**Q:** I have a CoAl cell and a choice of density functionals. Can I guess on paper how much the relaxed volume will depend on that choice?

**A:** Yes, to within a fraction of a percent in some cases, if you treat the functional as a small extra pressure on the crystal. Here is the same cell relaxed with five functionals. The volume change is counted from a common starting cell, which needn't be the measured one, so a small value is no mark of accuracy. The cell stays cubic, and each strain is about a third of the volume change.

Plane-wave DFT with PAW potentials in Ansatz 0.2.0 for CoAl (Pm-3m, 2-atom cell), with the cell relaxed freely to zero target pressure and no dispersion correction. All runs use an unshifted 10×10×10 k mesh, Fermi–Dirac smearing of 0.05 eV and collinear spin, starting from 2.5 μB on Co. Volume change and strain are relative to the common starting cell.

| functional | wave cutoff | density cutoff | volume change (%) | strain xx (%) |
| --- | --- | --- | --- | --- |
| LDA | 420 eV | 1680 eV | -2.720 | -0.920 |
| PBE | 420 eV | 1680 eV | 3.490 | 1.150 |
| PBEsol | 420 eV | 1680 eV | 0.320 | 0.110 |
| RPBE | 420 eV | 1680 eV | 5.900 | 1.930 |
| r2SCAN | 500 eV | 2000 eV | 0.550 | 0.180 |

**Q:** Why should a functional push on a crystal at all?

**A:** Consider two extremes. In a perfectly uniform electron gas the density has no gradients, and PBE, PBEsol and RPBE all reduce to LDA. In separated atoms the density dies away in long tails, where it changes rapidly compared with its own small size. The gradient term strengthens exchange by the largest factor in such regions.

A real crystal lies between these extremes. When it expands, its density is expected to become more uneven for its size. The far tails hold too little density to matter much, so the effect is expected to come mostly from regions that have both a real gradient and appreciable density, such as where the outer core meets the valence shell. A functional that rewards gradients then lowers the energy of the expanded crystal relative to LDA. An energy that falls on expansion is an outward pressure. LDA has no such term and gives the smallest cell.

**Q:** How do I turn that into a number?

**A:** Two steps are enough. First, assume that the extra pressure grows in proportion to the strength μ of the exchange gradient term, which is roughly 0 in LDA, 0.12 in PBEsol and 0.22 in PBE. The crystal then responds like a spring: the relative volume change is the pressure divided by the bulk modulus. Together they make the volume change a straight line in μ:

volume change ≈ a + b μ

Here a is the LDA value, which depends on the starting cell, and b is the push per unit of μ divided by the bulk modulus, so it depends on both the strength of the push and the softness of the crystal. The straight line is a working assumption, because correlation has a gradient term too, and for weak gradients it opposes the one in exchange. In PBE the two are built to cancel when the density is nearly uniform, and in PBEsol the correlation term is even somewhat the larger, so PBEsol can be expected to fall a little below the line. The net push is therefore expected to come from stronger gradients, where exchange wins, and μ is only a label for the whole correction.

**Q:** Please work one through.

**A:** Take PBEsol, and draw the line through LDA and PBE only. The slope is b = (3.49 + 2.72)/0.22 ≈ 28.23% per unit of μ. The estimate for PBEsol is then −2.72 + 28.23 × 0.12 ≈ 0.67%, while the full relaxation gives 0.32%. PBEsol had no part in setting the line, and the error in the cell edge is about 0.1%, somewhat more if μ isn't rounded to two figures.

**Q:** And RPBE?

**A:** There the line fails, and the reason is instructive. RPBE has the same μ as PBE, so the rule gives both the same volume, yet RPBE expands by a further 2.4% of the starting volume. The shared μ makes the two functionals agree for weak gradients. At the larger gradients found in parts of a real crystal, RPBE strengthens exchange more than PBE does. As functionals they differ in nothing else, so the extra expansion is expected to come from this difference. The table doesn't show which parts of the crystal supply it.

**Q:** Can I still estimate RPBE without relaxing the cell?

**A:** Yes, if you have already relaxed it with PBE and know the pressure in the unrelaxed cell with both functionals. The RPBE pressure takes a single calculation. In these runs it was 6.6 GPa outward with PBE and 10.9 GPa with RPBE. If the crystal is equally stiff in both, the volume changes stand in the same ratio as the pressures. Scaling the PBE result gives 5.8% for RPBE, against 5.9% from the relaxation. The stiffness that agrees is pressure over volume change, 189.5 GPa with PBE and 185.5 GPa with RPBE. It is an average over each expansion, not the bulk modulus of the relaxed crystal, which is expected to be lower, the more so for RPBE. In this sense the spring half of the rule works here, and it was the guess of the pressure from μ that failed.

**Q:** What if I have only a bulk modulus from a handbook?

**A:** Divide the pressure by it. With a rough value of 170 GPa, the estimates for PBE and RPBE come out about a tenth too large. Some overshoot is natural: the starting cell is compressed relative to where these functionals want it, and a compressed crystal is stiffer than a relaxed one. For a typical solid this stiffening is expected to explain half or more of the overshoot, and the uncertainty of the handbook value could account for the rest.

**Q:** Is there something simpler to remember?

**A:** For this crystal, going from LDA to PBEsol, PBE and RPBE, add about 1% to the cell edge, or 3% to the volume, at each step. With the step set by LDA and PBE, which is 3.1%, this describes the four functionals better than the line in μ, although it puts RPBE 0.7% of the starting volume too high. It is a memory aid, since no theory demands equal steps. The printed analysis below compares both rules with the table.

**Q:** You haven't mentioned r2SCAN.

**A:** If it is given the same μ as PBEsol, its volume lies close to the line, but I wouldn't count that in the rule's favour. r2SCAN also uses the kinetic energy density, which μ doesn't describe, and it was run with higher cutoffs. Its cobalt atom keeps a small magnetic moment, whereas the other four runs ended nonmagnetic, and this state may not be the lowest. Functionals of this family tend to exaggerate magnetism in metals, so the moment itself deserves suspicion.

**Q:** Where else should I be careful?

**A:** The slope b belongs to this crystal: under the same push, a softer one would swell more. The spring picture is meant for changes of a few percent, because stiffness itself changes with volume. The k mesh is also coarse, and its effect on these volumes hasn't been tested, so differences of a few tenths of a percent deserve little trust.

The analysis program printed:

```
Volume change per 0.1 of gradient coefficient, %: 2.823
Gradient rule through LDA and PBE:
     row  coefficient  computed_percent  rule_percent  miss_percent
     LDA            0             -2.72         -2.72             0
     PBE         0.22              3.49          3.49     4.441e-16
  PBEsol         0.12              0.32        0.6673        0.3473
    RPBE         0.22               5.9          3.49         -2.41
  r2SCAN         0.12              0.55        0.6673        0.1173
PBEsol miss of the gradient rule in the edge, %: 0.1158
Equal step in volume, %: 3.105
Equal steps, PBEsol estimate, %: 0.385
Equal steps, PBEsol miss, %: 0.065
Equal steps, RPBE estimate, %: 6.595
Equal steps, RPBE miss, %: 0.695
Effective stiffness from the PBE row, GPa: 189.5
Effective stiffness from the RPBE row, GPa: 185.5
RPBE volume change from its pressure and the PBE stiffness, %: 5.778
Miss of that RPBE estimate, %: -0.1219
Extra starting pressure of RPBE over PBE, GPa: 4.335
Extra volume change of RPBE over PBE, %: 2.41
PBE estimate with recalled bulk modulus, %: 3.89
PBE estimate over computed value, ratio: 1.114
RPBE estimate with recalled bulk modulus, %: 6.44
RPBE estimate over computed value, ratio: 1.091
```
